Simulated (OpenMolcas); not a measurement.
## A ladder of methods for AlH3 (SMILES [AlH3])

AlH3: 4 atoms, total charge 0, spin state singlet. SMILES: `[AlH3]`. The coordinates come from a PBE0-D4/def2-TZVP relaxation.

```xyz
4

Al    0.0137   -0.0148   -0.0051
H     0.6332    0.6709    1.2836
H    -1.3408   -0.8320    0.1051
H     0.7494    0.1157   -1.4039
```

Quantity: the energy change with the Al1–H3 bond stretched from 1.586 to 3.964 Å, in eV. The values are calculated.

| level | kind | program | value (eV) | less FCI/3-21G |
| --- | --- | --- | --- | --- |
| SVWN5/3-21G (restricted) | LDA | OpenMolcas | 4.21 | +1.09 |
| PBE/3-21G (restricted) | GGA | OpenMolcas | 4.16 | +1.04 |
| r2SCAN/3-21G (restricted) | meta-GGA | OpenMolcas | 4.47 | +1.35 |
| M06-2X/3-21G (restricted) | hybrid meta-GGA | OpenMolcas | 5.00 | +1.88 |
| B2PLYP/3-21G (restricted) | double hybrid | OpenMolcas | 4.44 | +1.32 |
| CASPT2(2,2)/3-21G | multireference | OpenMolcas | 3.04 | -0.08 |
| CASSCF(2,2)/3-21G | multireference | OpenMolcas | 2.78 | -0.34 |
| SC-NEVPT2(2,2)/3-21G | multireference | OpenMolcas | 3.03 | -0.09 |
| FCI/3-21G | exact in the basis | OpenMolcas | 3.12 | 0.00 |

FCI/3-21G is exact within its basis and frozen core, so for wave-function methods in that basis the difference is their error; functionals converge differently with the basis, so for them it is only a difference. The first shape isn't each level's own minimum. The values span 2.78 to 5.00 eV. All rows use very small basis sets, so even the best lies far from the true value.

Every restricted functional makes stretching the Al–H bond costlier than FCI does, while the multireference methods fall slightly below it. As the bond opens, its σ and σ* orbitals approach degeneracy, and the singlet becomes two electrons shared between AlH2 and H. A single closed-shell determinant retains too much ionic character there, raising the energy of the stretched end. The largest excess, with M06-2X, probably reflects its large share of exact exchange, which penalises that determinant further.

CASSCF(2,2) describes the separating pair properly but gives 2.78 eV, because it omits most of the dynamic correlation, which is stronger when the bond pair is compact and close to the other Al–H pairs. Perturbation theory restores most of this, and the near agreement of CASPT2 and SC-NEVPT2 suggests that the small active space is an adequate reference for this single cleavage. The functionals' excess doesn't measure their accuracy for the Al–H bond energy, which would require a spin-polarised treatment of the separated fragments.
